**Plane-wave truncation error from the on-top pair density: Li against Al, Na, K**

**Conventions.** Formulas are in Hartree units ($E_h$, $a_0$), results in eV, $T=0$ K. The basis holds all plane waves with $k<k_c$. $\Delta E$ is full CI in this basis minus the complete-basis energy. The spin-summed pair density $n_2(\mathbf r,\mathbf r')$ integrates to $N(N-1)$. Only opposite spins meet, so $n_2(\mathbf r,\mathbf r)/2$ counts each coalescing pair once.

**Leading term.** A coalescing pair scatters to relative momentum $q\gg k_F$ with matrix element $4\pi/q^2$ and excitation energy $q^2$. Dropping these states raises the energy by
$$\Delta E\simeq\int_{q>k_c}\!\frac{d^3q}{(2\pi)^3}\frac{(4\pi/q^2)^2}{q^2}\int\!\frac{n_2}{2}\,d^3r=\frac{4}{3k_c^3}\int n_2(\mathbf r,\mathbf r)\,d^3r .$$
With the exact $n_2$ the coefficient of $k_c^{-3}$ is exact. The external potential must be smooth (valence electrons, pseudopotential). A bare nucleus adds $16Z^2n(\mathbf R)/(3k_c^3)$, the same power.

**Unpolarised gas.** Here $n_2=n^2g(r)$, $g(\infty)=1$, $g_{\uparrow\downarrow}(0)=2g(0)$.

- The cusp $g'(0)=g(0)$, with $r\to-8\pi/q^4$ under Fourier transform, gives $S(q)-1\to-8\pi ng(0)/q^4$.
- The pair amplitude $-4\pi/k^4$ gives the occupation per spin orbital $f(k)\to16\pi^2(n/2)^2g_{\uparrow\downarrow}(0)/k^8=8\pi^2n^2g(0)/k^8$.
- Potential tail per electron: $\frac12\int\frac{d^3q}{(2\pi)^3}\frac{4\pi}{q^2}(S-1)=-\frac{8ng(0)}{3k_c^3}$.
- Kinetic tail per electron: $\frac2n\int\frac{d^3k}{(2\pi)^3}\frac{k^2}{2}f=+\frac{4ng(0)}{3k_c^3}$.

Truncation removes both. With $M=Vk_c^3/6\pi^2$ spatial orbitals,
$$\frac{\Delta E}{N}\simeq\frac{4ng(0)}{3k_c^3}=\frac{2g(0)}{9\pi^2}\frac NM\,E_h=0.613\ \text{eV}\times g(0)\frac NM .$$

**Next order**, $\Delta E\to\Delta E\,(1+\delta)$, has two parts.

- Both orbitals $\mathbf P/2\pm\mathbf q$ must fit in the sphere, which gives $3\langle|\mathbf P|\rangle/4k_c$. The free-gas estimate is $\langle|\mathbf P|\rangle=\frac{36}{35}k_F$.
- Repulsion within the discarded tail of the pair is $4/(\pi k_c^4)$, against its kinetic energy $8/(3k_c^3)$.

$$\delta\approx\frac{27}{35}\frac{k_F}{k_c}+\frac{3}{2\pi k_c}.$$

**Inputs.** Typical valence radii $r_s$, with $n=3/(4\pi r_s^3)$, $k_F=1/(\alpha r_s)$, $\alpha=(4/9\pi)^{1/3}$. Each metal is a uniform valence gas. The approximate $g(0)$ is Yasuhara's ladder form, $\frac18[z/I_1(z)]^2$ with $z=4\sqrt{\alpha r_s/\pi}$, $r_s$ in $a_0$ and $I_1$ the modified Bessel function. Regime A fixes $E_c=k_c^2/2=300$ eV, so $k_c=8.87$ Å$^{-1}$. Regime B fixes $M/N=100$, so $k_c/k_F=(2M/N)^{1/3}=5.85$. Energies are the leading term in meV per electron.

| | $r_s$ (Å) | $g(0)$ | $M/N$ (A) | $\Delta E/N$ (A) | $\delta$ (A) | $\Delta E/N$ (B) | $\delta$ (B) |
|---|---|---|---|---|---|---|---|
| Al | 1.10 | 0.143 | 66 | 1.3 | 0.25 | 0.88 | 0.22 |
| Li | 1.72 | 0.077 | 251 | 0.19 | 0.20 | 0.47 | 0.27 |
| Na | 2.08 | 0.055 | 445 | 0.076 | 0.18 | 0.34 | 0.30 |
| K | 2.57 | 0.036 | 839 | 0.026 | 0.17 | 0.22 | 0.34 |

**Trends.**

- A: $\Delta E/N\propto g(0)/r_s^3$. From Al to K it falls by a factor 51, the product of 12.8 from the density and 4.0 from $g(0)$. A fixed cutoff gives the dilute metal more orbitals per electron.
- B: the density cancels and only $g(0)$ remains, the factor 4.0. The Coulomb hole deepens as $r_s$ grows, so fewer pairs reach the cusp.
- $\delta$ moves oppositely in the two regimes. In A the repulsion term is fixed and $k_F/k_c$ falls with $r_s$. In B the pair-momentum term is fixed at 0.13 and $1/k_c\propto r_s$ grows.
- Second-order perturbation theory puts the determinant's $g(0)=\frac12$ in the same formula. Its tail for Li is $1/[2g(0)]=6.5$ times the tabulated one.

**Limits.** The table carries the model dependence of $g(0)$. Overhauser's approximate form $32/(8+3r_s)^2$ gives 0.10 for Li in place of 0.077, a shift comparable to $\delta$. Both effects are smaller than the steps between neighbouring metals in regime A, but for Li to Na in regime B they are of similar size to the step. Since $\delta\propto M^{-1/3}$, a pure $1/M$ extrapolation leaves a residual of order $M^{-4/3}$.